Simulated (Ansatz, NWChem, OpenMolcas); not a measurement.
## How methods differ on AlSiNH8 (SMILES [AlH3-][NH2+][SiH3])

AlSiNH8: 11 atoms, total charge 0, spin state singlet. As SMILES, `[AlH3-][NH2+][SiH3]`. Geometry: relaxed at PBE0-D4/def2-TZVP.

```xyz
11

Al   -0.9001    1.2111   -0.7408
N    -0.0283    0.1435    0.8027
Si    0.8762   -1.2487    0.1286
H    -0.7211    0.0919   -1.8824
H     0.0938    2.4653   -0.8067
H    -2.3772    1.4353   -0.1651
H     0.5667    0.7865    1.3167
H    -0.7685   -0.1448    1.4359
H     1.6515   -1.8829    1.2283
H     1.7948   -0.7168   -0.8967
H    -0.1225   -2.1974   -0.4001
```

Quantity: the energy change with the Al1–H6 bond stretched from 1.601 to 2.882 Å, in eV. The values are calculated.

```
                          level                    kind     program  value (eV)  CPU time (all runs)
       HF/def2-SVP (restricted)            Hartree–Fock      Ansatz        3.05                4.8 s
    SVWN5/def2-SVP (restricted)                     LDA      Ansatz        2.53                 10 s
    M06-L/def2-SVP (restricted)                meta-GGA  OpenMolcas        2.78                 88 s
     TPSS/def2-SVP (restricted)                meta-GGA  OpenMolcas        2.69                 93 s
    B3LYP/def2-SVP (restricted)           global hybrid      NWChem        2.70                 29 s
CAM-B3LYP/def2-SVP (restricted)  range-separated hybrid      Ansatz        2.86                 21 s
  RPA@PBE/def2-SVP (restricted)                     RPA      Ansatz        2.70                 27 s
  BCCD(T)/def2-SVP (restricted)   coupled cluster or CI      Ansatz        2.68                 47 s
```

The first shape isn't each level's own minimum. The values span 2.53 to 3.05 eV. CPU times are rough (shared hosts, several kinds of processor and program).

Stretching the Al–H bond costs most in Hartree–Fock, at 3.05 eV, and least in LDA, at 2.53 eV, with coupled cluster between them at 2.68 eV. TPSS, B3LYP and RPA all lie very close to the coupled-cluster value, while CAM-B3LYP is clearly higher.

The bond is polar, with hydridic hydrogen. As it lengthens, the overlap between the aluminium 3s/3p hybrid and hydrogen 1s falls and the bonding and antibonding levels approach each other, so left–right correlation gains weight; its absence from a restricted Hartree–Fock determinant probably accounts for much of the excess cost. The share of exact exchange alone doesn't order the functionals: M06-L has none, yet lies above B3LYP.

The close agreement of TPSS and B3LYP with coupled cluster supports their use for this particular stretch, but may owe something to error cancellation and doesn't establish equal accuracy along the whole curve. Nor is the energy a bond dissociation energy, since the hydrogen still interacts with aluminium at the longer distance.
